Before a list of especially stable cluster sizes is taken from a spherical jellium calculation, each peak in the second energy difference has to be accepted or thrown out. This PBE series has five peaks, at 2, 5, 8, 12 and 14 electrons, and they deserve three different verdicts. The peaks at 2 and 8 are shell closures. The peak at 5 is a correct result of the spherical model that should not be carried over to a real cluster. The peaks at 12 and 14 come from a wrong electronic state at 13 electrons and are best discarded until that cluster has been recalculated.

Spherical jellium clusters of N electrons, Wigner-Seitz radius rs = 4.27 bohr, background radius rs N^(1/3); radks with Libxc, spin-polarised PBE, spherically averaged shells. Levels are named by radial order and filled by a greedy search that can miss a lower state. Ionisation energies are vertical; the second difference is E(N+1) + E(N−1) − 2E(N) for neutral clusters.

| electrons | energy per electron (eV) | unpaired electrons | highest level | ionisation energy (eV) | second energy difference (eV) |
| --- | --- | --- | --- | --- | --- |
| 1 | -1.4260 | 1 | 1s up | n/a | n/a |
| 2 | -1.7292 | 0 | 1s down | 4.94052 | 0.87481 |
| 3 | -1.5387 | 1 | 1p up | 3.71476 | -0.62628 |
| 4 | -1.6000 | 2 | 1p up | 4.22760 | -0.40009 |
| 5 | -1.7168 | 3 | 1p up | 4.48535 | 0.46465 |
| 6 | -1.7172 | 2 | 1p down | 3.89888 | -0.42151 |
| 7 | -1.7777 | 1 | 1p down | 4.24548 | -0.26632 |
| 8 | -1.8564 | 0 | 1p up | 4.43871 | 1.0499 |
| 9 | -1.8009 | 1 | 1d up | 3.32321 | -0.26500 |
| 10 | -1.7830 | 2 | 1d up | 3.56461 | -0.21443 |
| 11 | -1.7879 | 3 | 1d up | 3.74516 | -0.17768 |
| 12 | -1.8068 | 4 | 1d up | 3.88551 | 0.35290 |
| 13 | -1.7956 | 3 | 1d down | 3.49500 | -0.54916 |
| 14 | -1.8252 | 4 | 1d down | 3.50514 | 0.30091 |
| 15 | -1.8309 | 3 | 1d down | 3.68305 | -0.16177 |
| 16 | -1.8459 | 2 | 1d down | 3.81993 | -0.13382 |
| 17 | -1.8670 | 1 | 1d down | 3.92886 | -0.11340 |
| 18 | -1.8921 | 0 | 1d up | 4.01792 | n/a |

N is the number of electrons, M the number of unpaired electrons, E(N) the total energy (N times the energy per electron) and D(N) = E(N+1) + E(N−1) − 2E(N) the second energy difference. A positive D means that two clusters of size N lie below one larger and one smaller cluster. The three clusters have different backgrounds and are all neutral, so D is no charging energy and may be negative. Levels are named by radial order and angular momentum: 1s, 1p and 1d hold 2, 6 and 10 electrons and close at N = 2, 8 and 18. Where M = 0 the two spin directions are degenerate, and the label up or down on the highest level carries no meaning.

The moment column gives the first sign of trouble. Every row follows Hund filling, one spin direction first, except N = 13, which has M = 3 where a half-filled d shell has 5. Five d electrons with M = 3 must be four up and one down. The level list of that run shows that this is not the lowest arrangement: 1d up, with one vacancy, lies at −2.727 eV, and the occupied 1d down lies at −2.358 eV. By Janak's theorem an eigenvalue is the derivative of the energy with respect to the occupation of its level, so moving charge from the upper level into the vacancy lowers the energy. At N = 17 the order is consistent: 1d up is full, the vacancy is in 1d down, and the empty 2s levels lie 0.29 eV higher. A self-consistent cycle at given occupations converges for an excited filling as readily as for the lowest, and these runs raised no warning. The greedy search over fillings stopped at the excited one, for a reason that the numbers do not reveal.

One total energy that is too high by δ leaves a fixed fingerprint, because E(13) enters three second differences: it adds +δ to D(12), −2δ to D(13) and +δ to D(14). The tabulated +0.353, −0.549 and +0.301 eV have this shape. They resemble the odd-even alternation of electron pairing, but pairing would not be confined to three rows, and D is negative at 9, 10, 11 and at 15, 16, 17, odd and even alike. The size of δ follows from the undisturbed rows. A parabola through D(9), D(10) and D(11) continues to −0.155 eV at N = 12, which gives δ = 0.353 + 0.155 = 0.508 eV. A parabola through D(15), D(16) and D(17), continued backwards to N = 14, gives 0.498 eV from the other side of the shell.

The ionisation energy tells the same story. It climbs from N = 9 to 12 and then falls to 3.495 eV, one electron before the point where the first down-spin d electron belongs; in the p shell the fall comes after the half-filled N = 5. Continuing the rise to N = 13 gives about 4.0 eV and again δ near 0.5 eV. This reading assumes that the cation of N = 13 has four parallel d electrons, which is inferred and untested. The ionisation energy at N = 14 lies on the smooth branch of N = 15 to 18 (3.505 against an extrapolated 3.510 eV), which suggests that its 13-electron cation did reach the high-spin state; that too is an inference. Six extrapolations, two polynomial orders for each of the three quantities, span 0.49 to 0.51 eV. With δ = 0.50 eV removed, D(12) and D(14) turn negative, at −0.15 and −0.20 eV, and N = 13 becomes a peak of 0.45 eV, close to the 0.465 eV at N = 5. These repaired values are estimates that await a rerun.

Theory accounts for the half electronvolt. The five d orbitals of a spherical cluster are degenerate, so aligning spins within the shell costs no promotion energy, while parallel electrons avoid each other and gain exchange energy. For a nearly uniform electron gas the gain per electron is, to lowest order, quadratic in the polarisation M/N, and multiplying by N gives

E_spin = −J M²/(4N),

with J an energy set by the density. Turning one electron from down to up raises M by 2, so the splitting between the down and up levels is −2 dE_spin/dM = J M/N, and the flip from M = 3 to M = 5 at N = 13 gains J(25 − 9)/52 = 4J/13. The eigenvalues quoted above supply the estimate with nothing fitted. The splitting is 2.727 − 2.358 = 0.369 eV, so J = 0.369 × 13/3 = 1.60 eV and the gain is 4 × 1.60/13 = 0.49 eV. The gain exceeds the initial splitting because the splitting widens as the moment grows, to 0.615 eV at M = 5 in this model, and the energy released is the mean along the way.

The negative D inside an open shell has a second source besides the spin term. Measured from the bottom of a deep well of radius R, level energies scale as 1/R², and R² grows as N^(2/3). While a shell fills, each electron enters the same level as that level sinks, so each addition gains more than the last; one term of this curvature falls as N^(−5/3). A linear least-squares fit of D over N = 9 to 17 to the second difference of E_spin, with the tabulated moments, plus a background −c N^(−5/3) gives J = 1.62 eV and an rms residual of 0.004 eV, worst at N = 14 with 0.008 eV. Rows 12 to 14 were in the fit and largely fix J, so its flip gain of 0.498 eV repeats the extrapolations and does not confirm them; the eigenvalue splitting is the separate check. With M = 5 entered at N = 13 the same form fails, with a negative J and an rms of 0.20 eV, so the tabulated energies do belong to the tabulated low-spin state. A size-independent coefficient of M² fits five times worse but yields the same gain. The model is not exact: the splitting at N = 17 gives J = 1.51 eV, and a separate fit to the p shell, N = 3 to 7, gives 1.45 eV with an rms of 0.022 eV and a quite different c, which is why c is given no meaning.

The model also says what a half-shell peak is. Up to half filling each electron enters the lower spin level, the next one must enter the upper, and D jumps above its negative background by roughly the splitting J M/N. That is 3 × 1.45/5 = 0.87 eV for the p shell and 5 × 1.62/13 = 0.62 eV for the d shell. The jump follows the polarisation M/N, so a half-filled shell in a larger cluster should give a weaker one whenever the moment grows more slowly than the electron count.

A better search would repair N = 13 and leave a deeper failure in place. The high moments exist because the shells are held degenerate, with each electron spread evenly over all orientations. It is established physics that an open-shell cluster of a simple metal deforms: the Jahn-Teller distortion splits the shell, and once the splitting exceeds the exchange gain the electrons pair in the lowest sublevels, which favours low spin and produces a true odd-even alternation. The numbers here show only the symptoms, moments of up to four and negative D on either side of half filling, and they cannot size the deformation energy. The half-filled shell with all spins parallel is a special case, because it is itself spherical and has no such distortion to drive it. The peaks at 5 and 13 are doubtful for another reason: a deformed low-spin state, which the enforced sphere excludes, may lie lower, and the neighbouring sizes gain energy by deforming. Closed shells are spherical too, but a deformed rival would have to lift electrons across the gap to the next shell, which is the argument for trusting 2 and 8 within the jellium picture, though their heights of 0.875 and 1.050 eV also depend on open-shell neighbours whose energies deformation would lower. For N = 18 the support is the zero moment and an ionisation energy that rises steadily from N = 14 to 4.018 eV; its peak is untested. None of this measures the error of PBE in the energies themselves, and the constraint on shape has to be lifted before the functional is blamed.

A last failure concerns any attempt to read ionisation energies from PBE eigenvalues. At N = 13 and 17, the two sizes examined, the negative of the highest occupied eigenvalue falls short of the ionisation energy by 1.14 and 1.10 eV, or 33 % and 28 % of the ionisation energy. Janak's theorem again supplies the argument. The ionisation energy is minus the average of the eigenvalue over the path on which the occupation of the level falls from one to zero. With the exact functional the eigenvalue would stay constant along that path, whereas a semilocal functional treats the fractional charge removed almost classically, so the level sinks by about e²/R per electron and the average lies e²/2R below the starting value. For N = 17 the background radius is 10.98 bohr and e²/2R is 1.24 eV; the calculated gap is 0.89 of this, and 0.84 at N = 13. The order of magnitude holds and the formula overshoots. About two electrons lie outside the background edge in both runs, so a larger effective radius is a plausible cause of the overshoot, though it remains a guess. The differences of total energies are the quantities to use, and they are only as good as the fillings of the two states subtracted.
